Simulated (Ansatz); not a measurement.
# Vacuum decay constant against sample bias for the Ru(0001)-(2x1)-Si (PBE-D3(BJ)) and Ru(0001)-c(4x2)-Mn (LDA) surface alloys

The usual rule of thumb for a tunnelling gap is that the density decays at a rate set by the square root of the barrier, so that raising the sample bias into the empty states should make the decay slower. We test this on two surface alloys of Ru(0001), one with Si and one with Mn. The decay constant converts a change of current into a change of tip height, so an error in it goes straight into apparent step heights and gap widths. We calculate κ for the density of all states between the Fermi level and the bias, and compare it with κ₀, the free-electron value at the top of that window for zero momentum along the surface.

## Computational details

Ansatz 0.2.0, plane-wave Kohn-Sham DFT with its default PAW datasets at cutoffs of 420 eV, level as listed. Slabs and stacks are built by hand and relaxed; a single point with 17 Å of vacuum, a dipole correction, Fermi-Dirac smearing of 0.05 eV and meshes of 12 points along the first in-plane vector gives the density of the states between the Fermi level and the sample bias. Its planar mean n(z) is fitted as exp(−2κz) between 3 and 5 Å above the top atom. Spin-polarised where magnetic elements are present, no spin-orbit coupling.

Notes on method and selection:

- A free electron at the Fermi level with no momentum along the surface decays with κ₀ = 0.5123·√Φ Å⁻¹, Φ in eV; momentum along the surface raises κ, and the slow approach of the potential to the vacuum level lowers it.
- The tip is left out (Tersoff-Hamann).
- Slabs this thin have discrete subbands, so κ depends on which of them fall in the window.
- Windows narrower than 0.1 V hold too few states on these meshes and are not listed; a blank corrugation was not computed at that height.
- Runs in which the search for lower states was switched off are not listed.
- Work functions and vacuum levels are read from the electrostatic potential (Hartree and local ionic parts), which a warning of a rough exchange-correlation potential in thin density does not concern.
- Sites and patterns name the starting structure; atoms can leave their sites in the relaxation.
- The default PAW datasets of this version of Ansatz are the set soft_2.
- Runs that did not converge, have known faults or may not be shown are not listed, and runs on Ansatz's PAW sets soft_1 and soft_2 are kept to separate tables.

Columns:

- bias (V): sample bias; negative images filled states.
- κ₀ of window top (Å⁻¹): 0.5123·√(Φ − E) for the highest energy E in the window, from the Fermi level.
- κ (Å⁻¹): decay constant κ of the window's density.
- corrugation (Å): corrugation at constant current, set to the mean density at the first listed height.

## Table of results

| member | surface | bias (V) | κ₀ of window top (Å⁻¹) | κ (Å⁻¹) | corrugation (Å) |
| --- | --- | --- | --- | --- | --- |
| −1.5 V | Ru(0001)-(2x1)-Si surface alloy (PBE-D3(BJ), Φ 4.58 eV, 3.5 Å) | −1.5 | 1.096 | 1.199 | 0.403 |
| −0.7 V | Ru(0001)-(2x1)-Si surface alloy (PBE-D3(BJ), Φ 4.58 eV, 3.5 Å) | −0.7 | 1.096 | 1.177 | 0.465 |
| −0.2 V | Ru(0001)-(2x1)-Si surface alloy (PBE-D3(BJ), Φ 4.58 eV, 3.5 Å) | −0.2 | 1.096 | 1.161 | 0.597 |
| +0.2 V | Ru(0001)-(2x1)-Si surface alloy (PBE-D3(BJ), Φ 4.58 eV, 3.5 Å) | 0.2 | 1.072 | ? | ? |
| +0.7 V | Ru(0001)-(2x1)-Si surface alloy (PBE-D3(BJ), Φ 4.58 eV, 3.5 Å) | 0.7 | 1.009 | 1.097 | 0.450 |
| +1.5 V | Ru(0001)-(2x1)-Si surface alloy (PBE-D3(BJ), Φ 4.58 eV, 3.5 Å) | 1.5 | 0.899 | 1.079 | 0.476 |
| −1.5 V | Ru(0001)-c(4x2)-Mn surface alloy (LDA, Φ 5.25 eV, 2.5 Å) | −1.5 | 1.174 | 1.251 | 0.071 |
| −0.7 V | Ru(0001)-c(4x2)-Mn surface alloy (LDA, Φ 5.25 eV, 2.5 Å) | −0.7 | 1.174 | 1.223 | 0.101 |
| −0.2 V | Ru(0001)-c(4x2)-Mn surface alloy (LDA, Φ 5.25 eV, 2.5 Å) | −0.2 | 1.174 | 1.205 | 0.209 |
| +0.2 V | Ru(0001)-c(4x2)-Mn surface alloy (LDA, Φ 5.25 eV, 2.5 Å) | 0.2 | 1.151 | 1.225 | 0.357 |
| +0.7 V | Ru(0001)-c(4x2)-Mn surface alloy (LDA, Φ 5.25 eV, 2.5 Å) | 0.7 | 1.093 | 1.197 | 0.442 |
| +1.5 V | Ru(0001)-c(4x2)-Mn surface alloy (LDA, Φ 5.25 eV, 2.5 Å) | 1.5 | 0.992 | 1.155 | 0.311 |

Cells marked ? are withheld until the estimate has been made.

## Why the values move as they do

The rule gives the overall direction but not the size. From −1.5 to +1.5 V, κ falls from 1.199 to 1.079 Å⁻¹ on the Si alloy and from 1.251 to 1.155 Å⁻¹ on the Mn alloy. In every row shown it lies above κ₀.

At negative bias the window top stays at the Fermi level and κ₀ is constant, yet κ grows as the window deepens, by 1.199 − 1.161 = 0.038 Å⁻¹ on the Si alloy between −0.2 and −1.5 V. The added states lie lower and face a higher barrier. Energy is not the whole cause: at −0.2 V even the bottom of the window would give only 0.5123 × √(4.58 + 0.2) = 1.120 Å⁻¹, below the calculated 1.161. Momentum along the surface, which raises κ, accounts for the sign of this excess.

At positive bias κ falls more slowly than κ₀. On the Mn alloy the drop from +0.2 to +1.5 V is 0.070 Å⁻¹, against 0.159 for κ₀, as expected if the window still holds the faster-decaying states near the Fermi level as well as those at its top.

The rule fails across the Fermi level on the Mn alloy, where κ rises from 1.205 to 1.225 Å⁻¹ between −0.2 and +0.2 V while κ₀ falls by 1.174 − 1.151 = 0.023. With κ² = κ₀² + k², an effective in-plane momentum k growing from 0.27 to 0.42 Å⁻¹ would suffice. A different subband entering the narrow window could do this, though the Mn single point also carried warnings about symmetry and minimisation.

The Mn alloy has the larger κ at each bias where both are shown, as its higher work function suggests. The functionals differ too: a shift of roughly 0.2 eV in work function between LDA and PBE would change κ₀ by about 0.02 Å⁻¹.

## Prediction

Plain estimates from the members shown:

- +0.2 V (Ru(0001)-(2x1)-Si surface alloy (PBE-D3(BJ), Φ 4.58 eV, 3.5 Å)), straight-line interpolation between −0.2 V and +0.7 V: w = (0.2 − (−0.2)) / (0.7 − (−0.2)) = 0.444, so 1.161 + 0.444 × (1.097 − 1.161) = 1.133 Å⁻¹
- +0.2 V (Ru(0001)-(2x1)-Si surface alloy (PBE-D3(BJ), Φ 4.58 eV, 3.5 Å)), from its own Ru(0001)-c(4x2)-Mn surface alloy (LDA, Φ 5.25 eV, 2.5 Å) value plus the mean shift Ru(0001)-(2x1)-Si surface alloy (PBE-D3(BJ), Φ 4.58 eV, 3.5 Å) − Ru(0001)-c(4x2)-Mn surface alloy (LDA, Φ 5.25 eV, 2.5 Å) over the other 5 members (−0.064, standard deviation 0.021): 1.225 − 0.064 = 1.161 Å⁻¹

For the Si alloy at +0.2 V we interpolate the excess κ − κ₀ rather than κ itself, because κ₀ is flat up to the Fermi level and bends down beyond it, which a straight line in κ ignores. The constant shift from the Mn alloy is less suitable, since that shift ranges from −0.044 to −0.100 Å⁻¹ and would carry over the Mn alloy's own rise across the Fermi level.

The excess on the Si alloy is 1.161 − 1.096 = 0.065 at −0.2 V and 1.097 − 1.009 = 0.088 at +0.7 V. At +0.2 V this gives 0.065 + 0.444 × (0.088 − 0.065) = 0.075, and κ = 1.072 + 0.075 = 1.147 Å⁻¹.

On the Mn alloy the excess is 1.205 − 1.174 = 0.031 at −0.2 V and 1.197 − 1.093 = 0.104 at +0.7 V. Tried there at +0.2 V, the same route gives 1.151 + 0.031 + 0.444 × (0.104 − 0.031) = 1.214 Å⁻¹, which is 0.011 below the calculated 1.225. Straight interpolation of κ gives 1.205 + 0.444 × (1.197 − 1.205) = 1.201 there and misses by 0.024.

A second test across the Fermi level, the Mn alloy at −0.2 V from its neighbours at −0.7 and +0.2 V (weight 0.5 / 0.9 = 0.556), predicts an excess of 0.049 + 0.556 × (0.074 − 0.049) = 0.063 against 0.031, a miss of 0.063 − 0.031 = 0.032. The root mean square of the two misses is 0.024 Å⁻¹, which we round to 0.02 as the error bar. The main risk is a subband that enters or leaves the narrow window.

**Committed estimate, +0.2 V (Ru(0001)-(2x1)-Si surface alloy (PBE-D3(BJ), Φ 4.58 eV, 3.5 Å)): κ = 1.15 ± 0.02 Å⁻¹.**

## Result

| member | surface | bias (V) | κ₀ of window top (Å⁻¹) | κ (Å⁻¹) | corrugation (Å) |
| --- | --- | --- | --- | --- | --- |
| +0.2 V | Ru(0001)-(2x1)-Si surface alloy (PBE-D3(BJ), Φ 4.58 eV, 3.5 Å) | 0.2 | 1.072 | 1.094 | 0.318 |

| member | estimate | κ (Å⁻¹) | computed | estimate − computed | miss in error bars |
| --- | --- | --- | --- | --- | --- |
| +0.2 V (Ru(0001)-(2x1)-Si surface alloy (PBE-D3(BJ), Φ 4.58 eV, 3.5 Å)) | committed | 1.150 | 1.094 | +0.056 | 2.8 |
| +0.2 V (Ru(0001)-(2x1)-Si surface alloy (PBE-D3(BJ), Φ 4.58 eV, 3.5 Å)) | interpolation | 1.133 | 1.094 | +0.039 |  |
| +0.2 V (Ru(0001)-(2x1)-Si surface alloy (PBE-D3(BJ), Φ 4.58 eV, 3.5 Å)) | shift from Ru(0001)-c(4x2)-Mn surface alloy (LDA, Φ 5.25 eV, 2.5 Å) | 1.161 | 1.094 | +0.067 |  |

The estimate failed. We gave 1.15 ± 0.02 Å⁻¹ and the calculation gives 1.094, a miss of 0.056 or 2.8 error bars. Straight interpolation of κ missed by less (0.039), the shift from the Mn alloy by more (0.067).

The argument that failed was that the excess κ − κ₀ changes smoothly across the Fermi level. On the Si alloy it drops from 0.065 Å⁻¹ at −0.2 V to 1.094 − 1.072 = 0.022 at +0.2 V, then rises to 0.088 at +0.7 V. The error bar was also too narrow: it rested on only two tests, both on the Mn alloy.

The risk we had named, a change of subbands in the narrow window, is a possible reason, but the tables do not resolve the density by in-plane momentum and so cannot confirm it. If the whole excess is put down to such momentum, κ² = κ₀² + k² gives a k that falls from 0.38 to 0.22 Å⁻¹ across the Fermi level, whereas on the Mn alloy it rises from 0.27 to 0.42. The barrier alone would lower κ on both alloys, by only about 0.02 Å⁻¹.

We also allowed too little for the functionals when we put the shift in work function between LDA and PBE at roughly 0.2 eV. The bare Ru faces at the back of the two slabs differ by more than that, so the functional may supply a large part of the gap of 5.25 − 4.58 = 0.67 eV between the alloys. The larger κ of the Mn alloy therefore cannot be credited to its surface alone.

## Departures from the trend

The two rows at +0.2 V stand out, with opposite signs. Against a straight line between their neighbours at −0.2 and +0.7 V, the Si alloy lies 0.039 Å⁻¹ low and the Mn alloy 0.024 high.

A narrow window on a thin slab holds few subbands, and their in-plane momentum sets the mean decay. States near the zone centre would lower κ and states farther out would raise it, so this cause allows either sign, which also means that the signs do not test it. The corrugation also points to a change of states: across the Fermi level it falls from 0.597 to 0.318 Å on the Si alloy and rises from 0.209 to 0.357 Å on the Mn alloy. It is no general measure of κ, however, because between −1.5 and −0.2 V it grows on both alloys while κ falls.

The warnings on symmetry and minimisation may bear on every Mn row, but they cannot explain the Si row, whose run had neither. Both single points, however, warned of a rough exchange-correlation potential in thin density. The work functions are read without that potential, but the states whose decay we fit between 3 and 5 Å feel it, so κ may be off in all twelve rows, by an amount we have not tested. Slab thickness and mesh could shift κ too, and only the upper layers of each slab were relaxed, with the lower ones held fixed.

The two alloys were not treated quite alike either. The density of the Mn run was filtered before it was read, while no filter is noted for the Si run. The Si input also names no PAW set, so we cannot vouch that both alloys were run on the same one. A difference in κ between the alloys may therefore contain these differences as well as that of the functional; a comparison between biases on one alloy does not mix them.

## Summary

In all twelve rows κ exceeds κ₀, by 0.022 to 0.180 Å⁻¹, but we do not take κ₀ for a general lower bound: the slow approach of the potential to the vacuum level works the other way, and both runs warned of a rough potential in the region of the fit, with an untested effect on κ. On both alloys κ grows as the filled-state window deepens. At +0.2 V interpolation misses by 0.039 and 0.024 Å⁻¹, on the Si and Mn alloys. The mean of the other five rows of the same alloy is (1.199 + 1.177 + 1.161 + 1.097 + 1.079) / 5 = 1.143 for Si and (1.251 + 1.223 + 1.205 + 1.197 + 1.155) / 5 = 1.206 for Mn, and misses by 1.143 − 1.094 = 0.049 and 1.225 − 1.206 = 0.019. Interpolation is therefore better on the Si alloy and worse on the Mn alloy, and we build no rule on it.

In practice, a tenfold change of current on the Si alloy corresponds to 2.303 / (2 × 1.094) = 1.05 Å of tip height at +0.2 V and 2.303 / (2 × 1.161) = 0.99 Å at −0.2 V. Both heights take the calculated κ at face value, so the warning about the potential applies to them and to their small difference.

An important omission is the field between tip and sample. For equal work functions it shifts the mean barrier across the gap by half the bias, which would raise κ at +1.5 V and lower it at −1.5 V by roughly 0.1 Å⁻¹ each, together enough to reverse the calculated fall between these biases.
